The table follows a nickel crystal as its cell is scaled up and down around the given volume. Every row is the same ferromagnetic metal in the same cubic lattice.

Nickel (Fm-3m, one atom per cell) in Ansatz 0.2.0: all-electron LAPW, PBE, scalar-relativistic, spin-polarised, basis error target 1 meV/atom, 18×18×18 k points, Fermi-Dirac smearing of 0.08 eV. The given cell, relaxed with PAW, is scaled in volume at fixed shape. Pressure is positive in compression, and energies are free energies including the smearing entropy.

```
V/V(given)  volume (Å³/atom)  pressure, LAPW (GPa)  cell moment, LAPW (muB)  energy above the lowest row, LAPW (meV/atom)
    0.9405             10.25                 14.13                     0.61                                          26.9
    0.9700             10.57                  6.50                     0.62                                           6.4
    1.0000             10.90                 -0.01                     0.62                                           0.0
    1.0300             11.22                 -5.45                     0.63                                           5.7
    1.0600             11.55                -10.00                     0.64                                          21.6
```

Below, $V$ is the volume per atom, $E$ the energy, $P=-dE/dV$ the pressure (positive in compression), $B=-V\,dP/dV$ the bulk modulus and $M$ the cell moment.

**(a) The given cell is at rest, with a pressure of practically zero. What in the electrons' energy resists a change of its volume, and how stiff does that make the crystal?**

*Solution.* Two opposing changes frame the answer. Near the rest volume, squeezing the cell confines the electrons more tightly and raises their kinetic energy $T$. It also brings electrons and nuclei closer together, which lowers the energy of their interaction. The crystal rests where the two slopes cancel, and its stiffness is what the curvatures leave over.

The energy parts of the same all-electron runs show how close this cancellation is. Compression by 3 % raises the kinetic energy by 1.260 eV per atom, and expansion by 3 % lowers it by only 1.137 eV. The kinetic energy therefore curves upward with volume, while the electrostatic and exchange-correlation parts together curve downward. What survives is the few meV per atom in the energy column.

The stiffness can be read from the kinetic energy alone. For particles with Coulomb forces the virial theorem states $3PV=2T+U$, where $U$ is the interaction energy. With $E=T+U$ this becomes $T=-E+3PV$, and differentiating at $P=0$ gives

$$\frac{dT}{dV}=-3B .$$

Between the cells at 0.97 and 1.03 the kinetic energy falls by $1.260+1.137=2.397$ eV, while the volume grows by $0.06\times10.90=0.654$ Å$^3$. The slope is $-3.67$ eV/Å$^3$, so $B\approx1.22$ eV/Å$^3$, or 196 GPa. A curve fitted to the pressures themselves gives 198 GPa. The theorem holds strictly for the full non-relativistic kinetic energy, which the calculated one only approximates, so a difference of about 1 % is no surprise.

**(b) Equal steps of expansion lower the pressure by less and less. Why?**

*Solution.* A simpler system shows the reason: a gas of electrons held together by point charges. Its kinetic energy scales as $V^{-2/3}$ and its interaction energy as $V^{-1/3}$, so that with positive constants $a$ and $b$

$$P=\tfrac{2}{3}\,a\,V^{-5/3}-\tfrac{1}{3}\,b\,V^{-4/3}.$$

The repulsive term has the steeper power. It gains weight on compression and loses it on expansion, so the gas stiffens when squeezed and softens when stretched.

Nickel does the same. Its bulk modulus is 247 GPa between the two smallest cells and 158 GPa between the two largest. A spring of constant stiffness would put the pressure of the smallest cell at 11.8 GPa, where the calculation gives 14.13 GPa.

The analogy has a limit, which the rate of stiffening reveals. For the gas, $dB/dP$ at zero pressure is exactly 3. A Birch-Murnaghan curve, fitted to all five pressures with the rest volume set at the given cell, yields 4.9 for nickel. A likely reason, which these runs do not test, is that nickel's ions are not points. Their filled inner shells keep the valence electrons of s and p character out of part of the cell, and on compression this repulsion can rise faster than that of a uniform gas. The 3d electrons have no inner d shell to avoid. The bonds between d orbitals, which depend steeply on distance, are missing from the gas as well and may also contribute.

The same curve, integrated over volume, reproduces the energy column, which was not used in the fit. Since pressure is the slope of the energy, this shows that the two columns are numerically consistent. Stiffening should make compression cost more energy than an equal expansion, and the outermost cells bear this out with 26.9 against 21.6 meV. The inner pair, 6.4 against 5.7 meV, shows the same order, but it reverses when the energies are extrapolated to zero smearing of the occupations. The stiffening has not vanished. Without smearing the rest volume lies slightly below the given cell, so the stretched cell is farther from rest than the compressed one, and at such small strains this outweighs the stiffening.

**(c) While the volume grows by about 13 %, the moment grows by less than 5 %. Why so little, and why upward?**

*Solution.* Count the ten valence electrons by spin. The s orbital and the five d orbitals mix into six valence bands per spin, and the lower five are mostly of d character. If these five are full for the majority spin and a further $x$ electrons sit in the sixth, the majority spin holds $5+x$ electrons and the minority spin $5-x$. The moment in Bohr magnetons is then

$$M=2x .$$

It can change only if electrons move between the minority bands and that one upper majority band.

Two limits help here. If the majority spin had no states at all at the Fermi level, $x$ would be fixed and the moment would not respond to volume. If the majority d bands were cut by the Fermi level, many states would be ready to take electrons, and the moment could respond strongly.

Nickel lies near the first limit. In companion PAW runs the top of the majority d bands is 0.44 eV below the Fermi level at 0.97 and 0.49 eV below it at 1.03, so these bands are practically full. The upper majority band is broad and offers few states per eV. Its filling $x$ creeps from 0.306 to 0.320 over the whole table.

The direction of the creep has a plausible cause. From 0.97 to 1.03 the d orbitals overlap less, and the majority d bands narrow. One measure of their width, from the bottom of the second valence band to the top of the fifth, falls from 3.94 to 3.59 eV. The exchange splitting hardly changes: at the centre of the Brillouin zone it stays near 0.75 eV for the threefold d level and near 0.6 eV for the twofold one. It therefore grows relative to the band width. This favours the majority spin, but a shift of the broad band against the d bands could also contribute, and the runs do not separate the two.

The rise is smooth, although the moment column prints 0.62 twice in succession; with more digits it goes from 0.618 to 0.624 $\mu_\mathrm{B}$. It does not follow a single power of the volume, since the local exponent climbs from 0.29 to 0.46 as the cell expands. These are spin moments only, so a comparison with measured magnetisation would also need the small orbital part.

For nickel under load, the two responses combine simply. A hydrostatic pressure of 1 GPa shrinks the volume by $1/198$, or about 0.5 %. With a local exponent between 0.3 and 0.4 near the rest volume, the spin moment falls by only about 0.2 %. The output below lists the fit and the derived values row by row.

Output of the analysis:

```
fit of P_LAPW on 5 rows: coefficient of t1 198 +/- 0.075, coefficient of t2 181.6 +/- 2.7; rms 0.00535, worst 1.0 0.01, leave-one-out rms 0.00819
Pressure derivative of the bulk modulus, no unit: 4.917
Model and derived values:
     row  constant-stiffness pressure GPa  energy from pressure fit meV  energy at zero smearing meV  bulk modulus since previous row GPa  moment exponent since previous row  filling of sixth majority valence band
  0.9405                            11.78                         26.92                        25.71                                  n/a                                 n/a                                  0.3061
    0.97                            5.941                         6.439                        5.785                                247.1                              0.2943                                  0.3089
     1.0                                0                             0                            0                                213.7                              0.3362                                  0.3121
    1.03                           -5.941                          5.72                        6.333                                184.1                              0.3923                                  0.3157
    1.06                           -11.88                         21.62                        22.87                                158.5                              0.4635                                    0.32
Rise of volume over the table, percent: 12.71
Rise of moment over the table, percent: 4.523
Kinetic energy change on 3 percent compression, eV: 1.26
Electrostatic energy change on 3 percent compression, eV: -0.9719
Exchange-correlation energy change on 3 percent compression, eV: -0.2826
Kinetic energy change on 3 percent expansion, eV: -1.137
Electrostatic energy change on 3 percent expansion, eV: 0.8851
Exchange-correlation energy change on 3 percent expansion, eV: 0.2586
Bulk modulus from kinetic energy slope and virial theorem, GPa: 195.7
Majority d-band span at 0.97, eV: 3.941
Majority d-band span at 1.03, eV: 3.591
Fermi level above majority d top at 0.97, eV: 0.4429
Fermi level above majority d top at 1.03, eV: 0.4853
Minority d top above Fermi level at 0.97, eV: 0.4142
Exchange splitting of Gamma t2g level at 0.97, eV: 0.7422
Exchange splitting of Gamma t2g level at 1.03, eV: 0.7596
```
